## The acoustic linewidth on and off the bare shell

### The model and the assumption

Take a transverse acoustic (TA) and a soft transverse optic (TO) coordinate of the same polarisation, both mass-normalised, with $\hbar=1$ and time dependence $e^{-i\omega t}$. In a centrosymmetric cubic crystal the two couple only through gradients, so the coupling starts at order $q^2$. With viscous damping $\Gamma$ on the optic coordinate alone,

$$G^{-1}=\begin{pmatrix}\omega_A^2-\omega^2 & \Delta\\ \Delta & D(\omega)\end{pmatrix},\qquad D(\omega)=\omega_O^2-\omega^2-i\Gamma\omega,$$

where $\omega_A=cq$, $\omega_O^2=\omega_0^2+gq^2$ and $\Delta=fq^2$. Static stability, $\omega_A^2\omega_O^2>\Delta^2$ at every $q$, requires $\kappa\equiv f^2/(c^2g)\le1$. The poles of $G$ obey

$$\omega^2=\omega_A^2-\Sigma(\omega),\qquad \Sigma=\frac{\Delta^2}{D(\omega)},$$

and for real $\omega$

$$\frac{\mathrm{Im}\,\Sigma}{\omega}=\frac{\Gamma f^2q^4}{(\omega_O^2-\omega^2)^2+\Gamma^2\omega^2}.$$

Within the model this is exact, but it is a function of frequency and not yet a linewidth. It becomes one through a further step: $\Sigma$ is assumed to vary so little between $\omega_A$ and the true complex pole that it may be evaluated at $\omega=\omega_A$. Define the TA width as $\gamma=-2\,\mathrm{Im}\,\omega_{\rm pole}$, which is the full width at half maximum of a narrow line, and write

$$a=\omega_O^2-\omega_A^2,\qquad b=\Gamma\omega_A,\qquad N=a^2+b^2 .$$

The on-shell value is $\gamma_1=\Gamma\Delta^2/N$.

### First correction

Expand the pole as $\omega=\omega_A+\delta_1+\delta_2$ in powers of $\Delta^2$. With $D_0=a-ib$, $\Sigma_0=\Delta^2/D_0$ and $\Sigma_0'=\Delta^2(2\omega_A+i\Gamma)/D_0^2$, the first two orders of the pole equation are

$$2\omega_A\delta_1=-\Sigma_0,\qquad 2\omega_A\delta_2+\delta_1^2=-\Sigma_0'\,\delta_1 .$$

The first gives $-2\,\mathrm{Im}\,\delta_1=\gamma_1$. The second gives

$$\delta_2=\Delta^4\left[\frac{2\omega_A+i\Gamma}{4\omega_A^2D_0^3}-\frac{1}{8\omega_A^3D_0^2}\right].$$

Insert $1/D_0=(a+ib)/N$, $\mathrm{Im}(a+ib)^2=2ab$ and $(a+ib)^3=a^3-3ab^2+i(3a^2b-b^3)$:

$$-2\,\mathrm{Im}\,\delta_2=\frac{\Gamma\Delta^4}{N^3}\left[\frac{a(a^2+b^2)}{2\omega_A^2}-\frac{a^3-3ab^2}{2\omega_A^2}-3a^2+b^2\right].$$

The first two terms combine to $2ab^2/\omega_A^2=2a\Gamma^2$, and therefore

$$\gamma\simeq\gamma_1(1+\eta),\qquad \eta=\frac{\Delta^2\left(\Gamma^2\omega_A^2+2a\Gamma^2-3a^2\right)}{N^2}.$$

The sign of $\eta$ depends on the damping. For $\Gamma\to0$, $\eta=-3\Delta^2/a^2$. In that limit $\gamma$ is $\Gamma$ times the optic weight $\sin^2\theta$ of the lower harmonic eigenvector, with $\tan2\theta=2\Delta/a$ and $\sin^2\theta=(\Delta/a)^2-3(\Delta/a)^4+\dots$, so the on-shell formula overestimates the width. The sign reverses when $\Gamma^2(2\omega_O^2-\omega_A^2)>3a^2$. This always holds for an overdamped TO ($\Gamma>2\omega_O$) lying above the TA, because the left side then exceeds $4\omega_O^4$ while $a<\omega_O^2$. If optic inertia is dropped altogether, $D=\omega_O^2(1-i\omega\tau)$ with $\tau=\Gamma/\omega_O^2$, only the term in $2a\Gamma^2$ survives, with $a\to\omega_O^2$:

$$\eta_{\rm rel}=\frac{2k\,\omega_A^2\tau^2}{(1+\omega_A^2\tau^2)^2}\le\frac{k}{2},\qquad k=\frac{\Delta^2}{\omega_A^2\omega_O^2}=\frac{\kappa gq^2}{\omega_0^2+gq^2}.$$

The expansion can be tested against a closed relation. In $s=-i\omega$ the determinant is a real quartic, which factorises as

$$(s^2+\omega_A^2)(s^2+\Gamma s+\omega_O^2)-\Delta^2=(s^2+\gamma s+x)\,[s^2+(\Gamma-\gamma)s+y].$$

The $s^3$ terms show that the width gained by the TA is lost by the TO. With $p=\gamma(\Gamma-\gamma)$, the $s^2$ and $s$ terms read $x+y+p=\omega_A^2+\omega_O^2$ and $\gamma y+(\Gamma-\gamma)x=\Gamma\omega_A^2$. Their solution is $x=\omega_A^2-u$ and $y=\omega_O^2+u-p$ with $u=\gamma(a-p)/(\Gamma-2\gamma)$. The constant term, $xy=\omega_A^2\omega_O^2-\Delta^2$, then becomes

$$\Delta^2=p\left[\omega_A^2+\frac{(a-p)^2}{(\Gamma-2\gamma)^2}\right].$$

Its expansion, $\Delta^2=\gamma N/\Gamma-\gamma^2(b^2+2a\Gamma^2-3a^2)/\Gamma^2+\dots$, inverts to $\gamma_1(1+\eta)$, and its smallest positive root is the exact TA width of the model at weak coupling.

### What the assumption leaves untouched

The scattered intensity is $[n(\omega)+1]\,\mathrm{Im}\,\chi$ with $\chi=F^TGF$, where $n$ is the Bose factor and $F=(F_A,F_O)$ holds the inelastic structure factors. In a centrosymmetric crystal these are real up to a common phase. From $G-G^\dagger=G^\dagger[(G^\dagger)^{-1}-G^{-1}]G$, in which the bracket has the single entry $2i\Gamma\omega$,

$$\mathrm{Im}\,\chi=\Gamma\omega\,\frac{\left[F_O(\omega_A^2-\omega^2)-F_A\Delta\right]^2}{\left|(\omega_A^2-\omega^2)D(\omega)-\Delta^2\right|^2}.$$

Only real frequencies appear and no pole is located, so the on-shell assumption is absent. The numerator contains the cross term $-2F_AF_O\Delta(\omega_A^2-\omega^2)$ and vanishes on the line $\omega^2=(c^2-fr)q^2$, where $r=F_A/F_O$ and $fr<c^2$. The ratio $r$ changes in size and sign from one Brillouin zone to another while $G$ stays the same. The maxima of constant-energy scans, from which the waterfall wavevector $q_{\rm wf}$ is read, move with $r$. This is the interpretation that Hlinka and co-workers gave in 2003 for relaxor perovskites. The model has intrinsic lengths, such as $c/\Gamma$ and $\sqrt g/\omega_0$, but it needs no size of a polar region. The correction $\eta$ matters when a TA width is quoted or inverted for $f$. It does not shift $q_{\rm wf}$.

### Size in cubic BaTiO$_3$

Take $q=\xi\,(2\pi/a_c)$ along [100], with $\xi$ in reciprocal lattice units (r.l.u.). The cubic cell edge is approximated from the volume of the tetragonal cell, whose compiled edges are 3.994 and 4.034 Å (300 K, as listed by Wikipedia). This gives $a_c\approx(3.994^2\times4.034)^{1/3}=4.007$ Å and 1 r.l.u. $=1.568$ Å$^{-1}$. A formula mass of 233.19 u gives a density of 6.02 g cm$^{-3}$. A typical $c_{44}\approx110$ GPa then gives a shear velocity of 4.3 km s$^{-1}$, or $c=44$ meV/r.l.u. The macroscopic $c_{44}$ fixes the bare $c$, because the coupling shifts $\omega^2$ only at order $q^4$.

For the soft mode a few tens of kelvin above the transition near 400 K, take the approximate values $\omega_0=4$ meV (32 cm$^{-1}$), $\Gamma=12$ meV (97 cm$^{-1}$) and $g=2500$ meV$^2$/r.l.u.$^2$, chosen to reproduce the typical overdamped, weakly dispersing branch. The uncoupled TO is overdamped for $\xi<0.089$. Its classical spectrum $\mathrm{Im}(1/D)/\omega$ peaks at $\omega=0$ while $\Gamma^2>2\omega_O^2$, that is for $\xi<0.15$. These inputs do not fix the coupling. The value $\kappa=0.25$, or $f=1100$ meV$^2$/r.l.u.$^2$, is illustrative, and both $\gamma_1$ and $\eta$ are proportional to $\kappa$.

| $\xi$ | $\omega_A$ (meV) | $a$ (meV$^2$) | $\eta/\kappa$ | $\gamma_1$ (meV) | $\gamma_1(1+\eta)$ (meV) | exact $\gamma$ (meV) |
|---|---|---|---|---|---|---|
| 0.05 | 2.2 | 17.41 | 0.145 | 0.0907 | 0.0940 | 0.0942 |
| 0.10 | 4.4 | 21.64 | 0.348 | 0.446 | 0.485 | 0.490 |
| 0.15 | 6.6 | 28.69 | 0.587 | 1.04 | 1.19 | 1.23 |

Three figures are kept only to display the differences inside the model. The on-shell formula falls short, the exact width lying above it by 4 %, 10 % and 19 % down the table, and the first correction recovers most of the gap. At $\xi=0.10$, $\eta=0.087$. The same frequencies and coupling with $\Gamma\to0$ would give $\eta=-0.78$, a failed expansion. Strong damping rescues it, because $b$ then dominates $N$ and the relevant small quantity becomes $\Delta^2/N$ in place of $\Delta^2/a^2$. The purely relaxational form gives 0.072 at this point, and at $\xi=0.15$ the full $\eta/\kappa$ exceeds the relaxational bound of one half, so optic inertia has to be kept.

The interference is a larger effect than $\eta$. For the illustrative ratios $r=+0.5$ and $r=-0.5$ with $f>0$, a scan at 6 meV has its intensity zero at $\xi=0.161$ and $\xi=0.120$ respectively.

Three neglected effects compete with the correction. A bare acoustic damping adds almost directly to $\gamma$, and at $\xi=0.10$ it matches the whole off-shell change once it reaches 0.044 meV, which is far below the resolution of order 1 meV typical of a thermal triple-axis spectrometer. Lattice periodicity, modelled by $\xi\to\sin(\pi\xi)/\pi$ in $\omega_A$, $\omega_O$ and $\Delta$ alike, lowers $\gamma_1$ by 7 % at $\xi=0.15$. The cross term skews the line: between the peak and a half-maximum point $\omega^2$ changes by about $\omega_A\gamma$, so the amplitude in the numerator changes, relative to $F_A\Delta$, by $\omega_A\gamma/(|r|\Delta)=0.20/|r|$ at $\xi=0.10$. A single damped oscillator fitted to such a line returns a width that depends on the zone, although the pole does not.

In this model, then, the off-shell correction to the TA width is positive and its leading term is about $0.15\kappa$, $0.35\kappa$ and $0.6\kappa$ at $\xi=0.05$, 0.10 and 0.15. These are the model's numbers for typical soft-mode inputs with constant $\Gamma$, and $\kappa\le1$ is left free. A coupling extracted from $\gamma_1$ alone comes out too large in $f^2$ by the fraction $\eta$, and fitting the full expression for $\mathrm{Im}\,\chi$ removes that bias together with the skew.